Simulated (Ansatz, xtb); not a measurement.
## Relative energy of two isomers of C3H11ClSi2

Structure I: `CC(C)[Si@H]([SiH3])Cl`, a singlet. Structure II: `CC[SiH2]C[SiH2]Cl`, a singlet. Both are isolated molecules in the gas phase, relaxed with B3LYP-D3(BJ)/def2-SVP; each stands in its lowest conformer found.

Question: Estimate which is lower in electronic energy at CCSD(T)/def2-SVP + ΔMP2/def2-TZVPP, and by roughly how much.

Answer: The CCSD(T)/def2-SVP + ΔMP2/def2-TZVPP calculation puts structure II lower, by 11.1 kcal/mol.

How the difference moves with the method:

| level | geometry | E(II) − E(I) (kcal/mol) | departure from the last row (kcal/mol) | job, with rough time for the two |
| --- | --- | --- | --- | --- |
| GFN2-xTB | GFN2-xTB | −0.6 | +10.4 | optimisation, 0.42 s |
| HF/STO-3G | GFN2-xTB | −5.5 | +5.6 | single point, 0.91 s |
| r2SCAN-D4/def2-SVP | GFN2-xTB | −10.0 | +1.1 | single point, 6.3 s |
| B3LYP-D3(BJ)/def2-SVP | B3LYP-D3(BJ)/def2-SVP | −9.1 | +2.0 | optimisation, 1.9 min |
| HF/def2-SVP | B3LYP-D3(BJ)/def2-SVP | −11.6 | −0.5 | part of the CCSD(T) run |
| MP2/def2-SVP | B3LYP-D3(BJ)/def2-SVP | −10.1 | +1.0 | part of the CCSD(T) run |
| CCSD(T)/def2-SVP | B3LYP-D3(BJ)/def2-SVP | −8.4 | +2.7 | single point |
| CCSD(T)/def2-SVP + ΔMP2/def2-TZVPP | B3LYP-D3(BJ)/def2-SVP | −11.1 |  | single point, 1.9 min |

As drawn, II has 2 C–Si in place of 1 C–C, 1 Si–Si.

None of the levels shown reverses the order. The largest departure from CCSD(T)/def2-SVP + ΔMP2/def2-TZVPP is that of GFN2-xTB, 10.4 kcal/mol. A small imaginary or near-zero mode remains, so no thermal terms are given. The last row adds to CCSD(T) the change of the MP2 difference between the two basis sets, here −2.7 kcal/mol.

The correlated steps freeze 18 core orbitals. Run with Ansatz 0.2.0, xtb 6.7.1; the last row on 2 threads of Intel(R) Xeon(R) Processor @ 2.70GHz on a shared host.

Structure II is favoured because it exchanges a C–C and a Si–Si bond for two C–Si bonds, while the numbers of C–H, Si–H and Si–Cl bonds stay the same. Carbon is more electronegative than silicon, so the C–Si bonds gain ionic stabilisation that the homonuclear bonds lack, and the long Si–Si bond, with its diffuse orbitals overlapping less effectively, is the weak link in I. The difference in carbon branching and the changed surroundings of the Si–Cl bond probably modify this preference rather than create it.

The closeness of HF/def2-SVP to the final value is a cancellation, not evidence that correlation is unimportant. In the small basis, correlation at the CCSD(T) level lowers I relative to II, whereas enlarging the basis shifts the balance back towards II, perhaps through a better description of the polarised C–Si bonds. The energy order is therefore well supported for these two isomers, but a single pair cannot separate the bond-exchange energy from the effects of branching and substitution.
